**Question**

The layered crystal PtSe$_2$ has one Pt and two Se atoms per cell, with each Pt sheet sandwiched between two Se sheets (point group $D_{3d}$, inversion centre on Pt). The table sets harmonic zone-centre wavenumbers from a PBEsol calculation among measured Raman lines. "2-fold" marks a pair of modes of equal wavenumber and "1-fold" a single mode.

Computed rows: zone-centre phonons of bulk PtSe$_2$ from Ansatz 0.2.0, by linear response with scalar-relativistic PBEsol and PAW, without spin polarisation or dispersion correction. The plane-wave cutoff is 420 eV, the k mesh 12×12×8 and the Fermi–Dirac smearing 0.15 eV. The wavenumbers are harmonic, without the LO–TO term, and the three translations are omitted. The rows were drawn from a pool: of 90 crystals with a measured lattice constant, 2 whose relaxed edge lies over 5 % from it were taken for other phases and got no table, so the agreement shown is better than for the whole pool.

| row | computed wavenumber (cm⁻¹) | what it is | measured wavenumber (cm⁻¹) | label in the paper, method, sample | temperature of the measurement (K) | source |
| --- | --- | --- | --- | --- | --- | --- |
| 1 | 158.4 | 2-fold | n/a | n/a | n/a | n/a |
| 2 | n/a | n/a | 175 | Eg, in-plane Se vibration; Raman spectroscopy; film | n/a | arXiv:1512.09317 (2016) |
| 3 | n/a | n/a | 175 | Eg, in-plane Se vibration; Raman spectroscopy; bulk crystal | 300 | arXiv:1703.04242 (2017) |
| 4 | n/a | n/a | 176 | Eg (in-plane); Raman spectroscopy; film | n/a | arXiv:1606.08673 (2016) |
| 5 | n/a | n/a | 178.2 | Eg, thick-film end of series; Raman; film | n/a | arXiv:2301.13709 (2023) |
| 6 | 199.9 | 1-fold | n/a | n/a | n/a | n/a |
| 7 | n/a | n/a | 205 | A1g, out-of-plane Se vibration; Raman spectroscopy; film | n/a | arXiv:1512.09317 (2016) |
| 8 | n/a | n/a | 205 | A1g, out-of-plane Se vibration; Raman spectroscopy; bulk crystal | 300 | arXiv:1703.04242 (2017) |
| 9 | n/a | n/a | 205 | A1g; Raman spectroscopy; film | n/a | pmc:9353474 (2022) |
| 10 | n/a | n/a | 206.5 | A1g, thick-film end of series; Raman; film | n/a | arXiv:2301.13709 (2023) |
| 11 | n/a | n/a | 210 | A1g (out-of-plane); Raman spectroscopy; film | n/a | arXiv:1606.08673 (2016) |
| 12 | 213.2 | 2-fold | n/a | n/a | n/a | n/a |
| 13 | 214.6 | 1-fold | n/a | n/a | n/a | n/a |
| 14 | n/a | n/a | 230 | LO mode; Raman spectroscopy; film | n/a | arXiv:1606.08673 (2016) |

In the same calculation the masses are 195.084 u (Pt) and 78.971 u (Se), and the cell has $a = 3.761$ Å and $c = 4.859$ Å. Its eigenvectors show Pt at rest and the two Se atoms in antiphase in rows 1 (in plane) and 6 (along $c$). In rows 12 (in plane) and 13 (along $c$) both Se atoms move together against Pt.

(a) Count the modes by symmetry and assign the computed rows. (b) Derive the ratio of odd to even wavenumbers that would hold if only Pt–Se forces acted, find the row that breaks it, and explain the break. (c) Decide whether one scale factor brings the calculation onto the Raman lines, and discuss the cause of any departure.

**Model answer**

*(a) Assignment.* The characters of the nine displacements reduce to $A_{1g} + E_g + 2A_{2u} + 2E_u$, and the translations take one $A_{2u}$ and one $E_u$. Inversion swaps the two Se atoms and reverses every displacement, so a mode that is even under it must leave Pt at rest and move the Se atoms oppositely. Row 1 is therefore $E_g$ and row 6 is $A_{1g}$, both Raman-active. Rows 12 and 13 are the odd modes $E_u$ and $A_{2u}$, infrared-active and forbidden in first-order Raman scattering of the ideal bulk crystal.

*(b) The mass ratio.* At the zone centre every cell moves alike, so forces within one sublattice drop out. For each direction, in plane or along $c$, two summed force constants remain: $K$ ties one Se sublattice to Pt, and $J$ ties the two Se sublattices to each other, within a layer and across the gap between layers. With displacements $u_0$ for Pt and $u_1, u_2$ for Se,

$$m_{\rm Se}\ddot u_1 = -K(u_1-u_0) - J(u_1-u_2), \qquad m_{\rm Pt}\ddot u_0 = -K(2u_0-u_1-u_2).$$

In the even mode $u_0 = 0$ and $u_2 = -u_1$, so Se works against both constants. In the odd mode $u_1 = u_2$, the Se–Se distances stay fixed and $J$ vanishes from the equations:

$$m_{\rm Se}\,\omega_g^2 = K + 2J, \qquad \omega_u^2 = K\left(\frac{1}{m_{\rm Se}} + \frac{2}{m_{\rm Pt}}\right).$$

Setting $J = 0$ gives a ratio that depends on the masses alone, because the recoil of Pt raises the odd mode:

$$\frac{\omega_u}{\omega_g} = \sqrt{1 + \frac{2 \times 78.971}{195.084}} = 1.345 .$$

The estimate has no adjustable constant. It takes the odd rows 12 and 13 as input and is tested on the even rows 1 and 6:

$$E_g:\ \frac{213.2}{1.345} = 158.5\ \text{cm}^{-1}, \qquad A_{1g}:\ \frac{214.6}{1.345} \approx 159.5\ \text{cm}^{-1}.$$

Row 1 meets its estimate within the rounding of the table, about 0.1 cm⁻¹. Row 6 lies 40 cm⁻¹ above its estimate, an excess of 25% of the estimate, and it is the row that breaks the pattern. Since two wavenumbers fix two constants, the excess converts exactly:

$$\frac{J}{K} = \frac12\left[\left(\frac{199.9}{159.5}\right)^2 - 1\right] = 0.285 \quad (\text{along } c).$$

The numbers thus show that the Pt–Se constant is almost the same in both directions, 7.3 eV/Å² in plane and 7.4 eV/Å² along $c$. The Se–Se constant is strongly directional, 2.1 eV/Å² along $c$ and zero within rounding in the plane. Nearly the whole gap between $A_{1g}$ and $E_g$ in this calculation is therefore Se–Se stiffness. The conversions are in the output printed after this text.

Why this stiffness appears along $c$ can be argued from the geometry. In the $A_{1g}$ mode each layer swells while the gap narrows, and then the reverse, so Se–Se contacts are stretched and squeezed in every cycle. In the computed cell the contact between layers, 3.18 Å, is shorter than the one across a layer, 3.34 Å. Such a gap is no passive van der Waals gap: the Se $p_z$ orbitals that point into it overlap and broaden their band, which helps to make the bulk a semimetal, and the run's bands overlap by 0.756 eV. $J$ gathers every force between the two Se sublattices, including those from bending the Se–Pt–Se angles, so the share of each contact stays open.

The vanishing in-plane $J$ is better read as a cancellation than as an absence of forces. The contact between layers is inclined 43° to $c$, so a plain stretching spring along it would also resist in-plane sliding, with a constant of the order of 1 eV/Å². Bending forces can supply the opposite sign. Take the angle at Pt between neighbouring bonds to an upper and a lower Se atom, with Pt at rest. Along $c$, opposite motion of the two Se atoms opens or closes this angle, which adds to $J$. In the plane, summed over the equivalent angles, common motion of the Se atoms changes the angles more than opposite motion does, which takes away from $J$. That stretching and bending cancel here is a spring argument which the run doesn't test.

*(c) The comparison with Raman lines.* One factor does not serve. Against the bulk crystal at 300 K (rows 3 and 8), $E_g$ is 9.5% low and $A_{1g}$ is 2.5% low, both relative to the measured line. Scaling $E_g$ by the factor that repairs $A_{1g}$ still leaves it 12.6 cm⁻¹ short. Row 1 is the break in this comparison.

The scatter among samples confirms the distinction. The $E_g$ miss of 16.6 cm⁻¹ is about five times the 3.2 cm⁻¹ spread of the four $E_g$ lines. The $A_{1g}$ miss of 5.1 cm⁻¹ matches the spread of its five lines, although each of them lies above the computed value. Every source that reports both lines finds them closer together than the calculation does.

In terms of part (b), the in-plane restoring constant $K + 2J$ is 18% below the one implied by the bulk line, and a Raman line fixes only this sum. One guess puts the fault in $J$, which would have to be 0.80 eV/Å² in place of zero. The computed $c$ is about 0.2 Å shorter than the measured one, recalled as roughly 5.1 Å, yet a stiffer contact across so narrow a gap would by itself raise $J$, so this guess lacks a clear mechanism. A second guess puts it in $K$, since stronger bonding across the gap can weaken the Pt–Se bonds. Alone, this would need a $K$ larger by 22% and would put $E_u$ at 235 cm⁻¹, above the film LO line of row 14. A transverse mode does not lie above its longitudinal partner, so this counts against $K$ as the only cause, if that line is the in-plane mode and was read correctly: the measured values were taken from the papers by a program, and a few in a hundred may be wrong. A cell that is too large also softens harmonic modes. Here $c$ is short, but an edge $a$ longer than the measured one could still weaken the Pt–Se bonds. These causes may add; all are untested, and phonons at the measured cell would give both constants anew and show how much of the miss comes from the cell.

Two omissions of the run are unlikely causes. Warming usually lowers such lines, so a static harmonic value would be expected above the measured one, and added dispersion would pull the layers closer in a cell whose $c$ is already short. Even so, the functional alone should not be blamed yet. The run also leaves out spin-orbit coupling and uses PAW datasets made for PBE. Its record lists no warning, but the data makers' tests on other systems give reason to expect a metal like this to be sensitive to the k mesh, and only one mesh is at hand here. The smearing of 150 meV is about a fifth of the band overlap, so it blurs the occupations in the Fermi pockets that help to screen the forces in a semimetal. As neither mesh nor smearing was varied, the closeness of the in-plane match in (b) and the order of rows 12 and 13, which lie 1.4 cm⁻¹ apart, are not established to their printed digits.

**Remarks on the reasoning**

A tempting error is to pair lines by nearness. Row 11, an $A_{1g}$ film line at 210 cm⁻¹, lies 3.2 cm⁻¹ from $E_u$ and 10.1 cm⁻¹ from the computed $A_{1g}$, yet symmetry ties it to the latter. Row 14, a single film line labelled LO, is not a plain frequency error either, since the run is metallic and holds no field term, while very thin films can be gapped. For identifying peaks in a deposited film, the symmetry and order of the computed Raman modes are usable, and a common scale factor is not.

The two equations hold for any crystal of this structure type. A lighter anion on the same metal moves the $J = 0$ ratio towards one, because the metal recoils less, and a heavier anion raises it. In an isolated layer the part of $J$ that crosses the gap is removed, while the part across the layer stays. In an insulating, polar member the longitudinal odd modes gain the field term, and only the transverse ones belong in the ratio.

The analysis program printed:

```
D3d count of 9 modes: {'A1g': 1, 'A2g': 0, 'Eg': 1, 'A1u': 0, 'A2u': 2, 'Eu': 2} ; translations are A2u + Eu
computed, cm-1 (rounding 0.05): row 1 Eg 158.4, row 6 A1g 199.9, row 12 Eu 213.2, row 13 A2u 214.6
computed minus measured, same symmetry:
  row 2 Eg film 175.0: -16.6 cm-1 (-9.5%); nearest computed Eg at 16.6
  row 3 Eg bulk 175.0: -16.6 cm-1 (-9.5%); nearest computed Eg at 16.6
  row 4 Eg film 176.0: -17.6 cm-1 (-10.0%); nearest computed Eg at 17.6
  row 5 Eg film 178.2: -19.8 cm-1 (-11.1%); nearest computed Eg at 19.8
  Eg spread among samples 3.2 cm-1
  row 7 A1g film 205.0: -5.1 cm-1 (-2.5%); nearest computed A1g at 5.1
  row 8 A1g bulk 205.0: -5.1 cm-1 (-2.5%); nearest computed A1g at 5.1
  row 9 A1g film 205.0: -5.1 cm-1 (-2.5%); nearest computed A1g at 5.1
  row 10 A1g film 206.5: -6.6 cm-1 (-3.2%); nearest computed A1g at 6.6
  row 11 A1g film 210.0: -10.1 cm-1 (-4.8%); nearest computed Eu at 3.2
  A1g spread among samples 5.0 cm-1
bulk/computed: Eg 1.105, A1g 1.026; Eg scaled like A1g 162.4, still 12.6 cm-1 low
A1g - Eg gap: computed 41.5 cm-1, ratio 1.262; bulk ratio 1.171
  measured gap, rows 2 and 7: 30.0 cm-1
  measured gap, rows 3 and 8: 30.0 cm-1
  measured gap, rows 4 and 11: 34.0 cm-1
  measured gap, rows 5 and 10: 28.3 cm-1
film LO line 230.0 lies 16.8 above Eu, 15.4 above A2u (no field term computed); A2u - Eu 1.4 cm-1
odd/even ratio without Se-Se forces 1.345; computed Eu/Eg 1.346, A2u/A1g 1.074
  in plane: estimate 158.49, computed Eg 158.4, excess -0.09 cm-1 (-0.1%), rounding 0.09
    K 7.29, J -0.004 eV/A^2, J/K -0.001; K+2J computed 7.29, bulk 8.89 (-18%)
  along c: estimate 159.53, computed A1g 199.9, excess +40.37 cm-1 (+25.3%), rounding 0.09
    K 7.39, J +2.107 eV/A^2, J/K +0.285; K+2J computed 11.60, bulk 12.20 (-5%)
K along c / K in plane 1.013
bulk Eg needs J in plane +0.80 eV/A^2 at fixed K, or K +22% with Eu at 235 cm-1
Se height over Pt 1.27 A, layer 2.54 A, gap between layers 2.32 A, bond to c axis 59.7 deg
Se-Se between layers 3.18 A, across a layer 3.34 A; interlayer contact to c axis 43 deg
c 4.859 A is about 0.2 A under the rough recalled 5.1 A
smearing 150 meV = 1741 K; modes 20 to 27 meV; band overlap 0.756 eV
```
